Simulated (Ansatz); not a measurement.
Relaxed bulk LaMg, space group Pm-3m (No. 221):

```cif
data_structure
_symmetry_space_group_name_H-M 'Pm-3m'
_symmetry_Int_Tables_number 221
_cell_length_a 3.9056
_cell_length_b 3.9056
_cell_length_c 3.9056
_cell_angle_alpha 90.000
_cell_angle_beta 90.000
_cell_angle_gamma 90.000
_cell_volume 59.57
loop_
_atom_site_label
_atom_site_type_symbol
_atom_site_symmetry_multiplicity
_atom_site_Wyckoff_symbol
_atom_site_fract_x
_atom_site_fract_y
_atom_site_fract_z
_atom_site_occupancy
La1 La 1 a 0.00000 0.00000 0.00000 1
Mg1 Mg 1 b 0.50000 0.50000 0.50000 1
```

Miller indices refer to the conventional cell of Pm-3m (No. 221), a = 3.906 Å, b = 3.906 Å, c = 3.906 Å, α = 90.00°, β = 90.00°, γ = 90.00°.

The (110) slab of 4 planes, 8.3 Å thick with 15 Å of vacuum as cut; outer planes LaMg (top) and LaMg (bottom).

Level of theory: DFT PBEsol, scalar-relativistic, plane waves, PAW in Ansatz 0.2.0. Cutoff 420 eV; k points 9×6×1 on the computed 8-atom cell (Γ-centred); Gaussian smearing, width 0.10 eV; no spin polarisation. A dipole correction removes the field between periodic images along c.

Read from the bulk's Fermi level, the relaxed top face's work function is 3.50 eV: the slab is thin for this quantity.

Results for the relaxed slab:

```json
{
 "Surface energy (mean of both faces)": "0.89 J/m²",
 "Work function": "3.27 eV"
}
```

Relaxation lowers the energy by 0.009 J/m² a face; the largest move is 0.090 Å.

| plane (bottom to top) | atoms | spacing to next, bulk (Å) | relaxed (Å) | change (%) | rumpling (Å) |
| --- | --- | --- | --- | --- | --- |
| 1 | LaMg | 2.762 | 2.720 | -1.5 | 0.043 |
| 2 | LaMg | 2.762 | 2.707 | -2.0 | 0.048 |
| 3 | LaMg | 2.762 | 2.720 | -1.5 | 0.048 |
| 4 | LaMg |  |  |  | 0.043 |

Spin-orbit coupling is left out, which matters for the bands of heavy elements.

γ = (E_slab − N·E_bulk)/2A = 2.410 eV / (2 × 21.57 Å²) = 55.9 meV/Å² = 0.89 J/m², with N = 8 atoms. The cut crosses 4 bonds a cell (neighbours within 10 % of the shortest distances), so each costs 0.60 eV on this count. The top plane, flat in the bulk, buckles with Mg 0.04 Å above La.

The low work function and modest surface energy fit a metal built from two electropositive elements, whose diffuse La 5d/6s and Mg 3s/3p electrons are weakly bound. The 0.60 eV per cut bond is best read as an average cleavage cost, not a La–Mg bond strength, because metallic cohesion is delocalised and the cut also severs longer La–La and Mg–Mg contacts.

Relaxation hardly changes the surface energy, as expected for a dense, stoichiometric termination. All spacings contract, but the middle one shrinks most, and the rumpling does not decay inward. This suggests that the two faces interact and the film contracts as a whole, so the pattern can't be taken as the layer-by-layer relaxation of a semi-infinite crystal. The outward position of Mg probably reflects modest charge transfer from the more electropositive La, together with the inward pull on La as electrons smooth out at the surface. With only one orientation computed, nothing follows about which facet dominates the crystal's equilibrium shape.
